**Majorana corner mode on monolayer WTe$_2$: response to field, gate, pairing and edge $g$ factor**

**Question.** A corner joins edge $b$ ($x<0$) to edge $a$ ($x>0$). How do the two decay lengths respond when one condition changes?

**Edge model.** Nambu basis $(\psi_\uparrow,\psi_\downarrow,\psi_\downarrow^\dagger,-\psi_\uparrow^\dagger)$, $s_z$ along the edge spin axis, $\mu$ counted from the Dirac point:
$$H_j=(-i\hbar v\,\partial_x s_z-\mu)\tau_z+V_js_x+\Delta_j\tau_x,\qquad V_j=\tfrac12 g_j\mu_BB .$$
$B$ is taken normal to the spin axis on both edges. A parallel part $V_\parallel s_z$ would close the pairing gap at $|V_\parallel|=\Delta$ (for $V_j=0$).

**Zero modes.** Multiply $H\psi=0$ by $is_z\tau_z$:
$$\hbar v\,\psi'=(i\mu s_z+V_js_y\tau_z+\Delta_jC)\psi,\qquad C=s_z\tau_y,\quad \{C,H\}=0 .$$
$C$ commutes with all three terms. The first two are traceless in each two-dimensional sector $C=\pm1$, and their sum squares to $W_j^2=V_j^2-\mu^2$. So $\psi\sim e^{qx/\hbar v}$ with $q=C\Delta_j\pm W_j$. Continuity gives, per sector, (roots with $\mathrm{Re}\,q>0$ on $b$) + (roots with $\mathrm{Re}\,q<0$ on $a$) $-\,2$ modes, if positive.

- Uniform $\Delta>0$, $W_a^2>\Delta^2>W_b^2$: $2+1-2=1$ mode in $C=+1$, none in $C=-1$. This is a Jackiw-Rebbi state, present when $V^2-\mu^2-\Delta^2$ changes sign at the corner.
- $B=0$, $\Delta_a=-\Delta_b$ ($d$-wave or $s_\pm$): $2+2-2=2$, a Kramers pair.

Slowest tails $e^{-|x|/\xi_j}$, $\xi_j=\hbar v/m_j$:
$$m_a=W_a-\Delta,\qquad m_b=\Delta-\mathrm{Re}\,W_b .$$
Only at $\mu=0$ do these equal the $k=0$ gap $|V-\sqrt{\mu^2+\Delta^2}|$.

**Baseline.** Illustrative inputs: $\hbar v=100$ meV nm ($v=1.5\times10^5$ m/s), $g_a=6$, $g_b=2$, $B=6$ T, $\mu=0.3$ meV. $\Delta=0.7$ meV is typical in size for a gap induced by NbSe$_2$. With $\mu_B=0.0579$ meV/T: $V_a=1.04$, $V_b=0.35$, $W_a=1.00$, $W_b=0.17$ meV. The mode exists for $2\sqrt{\mu^2+\Delta^2}/(g_j\mu_B)$ as limits, $4.4<B<13$ T.

**Reasoning.** To first order $\delta W=(V^2/W)\,\delta\ln V-\delta(\mu^2)/2W$, with $\delta m_a=\delta W_a-\delta\Delta$ and $\delta m_b=\delta\Delta-\delta W_b$. A common change moves the two masses in opposite directions.

1. $B\to7$ T favours the Zeeman term: $\delta m_a\approx+0.18$, $\delta m_b\approx-0.11$ meV. $\xi_a$ shrinks, $\xi_b$ grows.
2. $\mu\to0.6$ meV lowers $W$: $\delta m_a\approx-0.14$ meV, which nearly halves $m_a$. On $b$, $\mu>V_b$ makes $W_b$ imaginary, so $m_b$ saturates at $\Delta$ and the tail oscillates.
3. $\Delta\to0.5$ meV (weaker contact, or pair breaking by the field): $\delta m_a=+0.20$, $\delta m_b=-0.20$ meV exactly.
4. $g_b\to3$ (another termination): $a$ is unchanged, $\delta m_b\approx-0.34$ meV. $W$ is concave in $V$, so this overshoots.
5. $\Delta_a\to-\Delta$: the decaying root becomes $-\Delta-W_a$. One mode remains, $m_a=W_a+\Delta$, while $C$ holds.
6. As 5 with $B=0$: $q=C\Delta_j\pm i\mu$, both masses equal $\Delta$, two modes.

**Calculation** ($m$ in meV, $\xi$ in $\mu$m from unrounded masses):

| change | $m_a$ | $\xi_a$ | $m_b$ | $\xi_b$ | modes |
|---|---|---|---|---|---|
| baseline | 0.30 | 0.34 | 0.53 | 0.19 | 1 |
| 1 | 0.48 | 0.21 | 0.43 | 0.23 | 1 |
| 2 | 0.15 | 0.66 | 0.70 | 0.14 | 1 |
| 3 | 0.50 | 0.20 | 0.33 | 0.31 | 1 |
| 4 | 0.30 | 0.34 | 0.27 | 0.36 | 1 |
| 5 | 1.70 | 0.059 | 0.53 | 0.19 | 1 |
| 6 | 0.70 | 0.14 | 0.70 | 0.14 | 2 |

All signs are as reasoned. The full $\delta m_b$ is $-0.10$ meV in case 1 and $-0.25$ meV in case 4: linearisation is poorer on $b$, which lies near the branch point $V_b=\mu$. In case 2 the factors $e^{\pm i|W_b|x/\hbar v}$ have wavelength 1.3 $\mu$m. The mode is lost at $|\mu|=\sqrt{V_a^2-\Delta^2}=0.77$ meV, where $\xi_a$ diverges, or at $g_b=4.4$, where $\xi_b$ diverges.

**Limits.** Mixing with bulk bands shifts masses by order $V_a^2/E_g\approx0.02$ meV for a typical $E_g\approx50$ meV, hence two figures in $\xi$. All lengths are the model's and scale with $\hbar v$. The model assumes uniform $\mu$. Potential fluctuations on such edges are typically several meV, several times the 0.77 meV window, so a real edge $a$ would break into Zeeman-dominated and pairing-dominated segments with extra domain-wall modes, and a clean tail would be shorter than the tabulated $\xi_a$.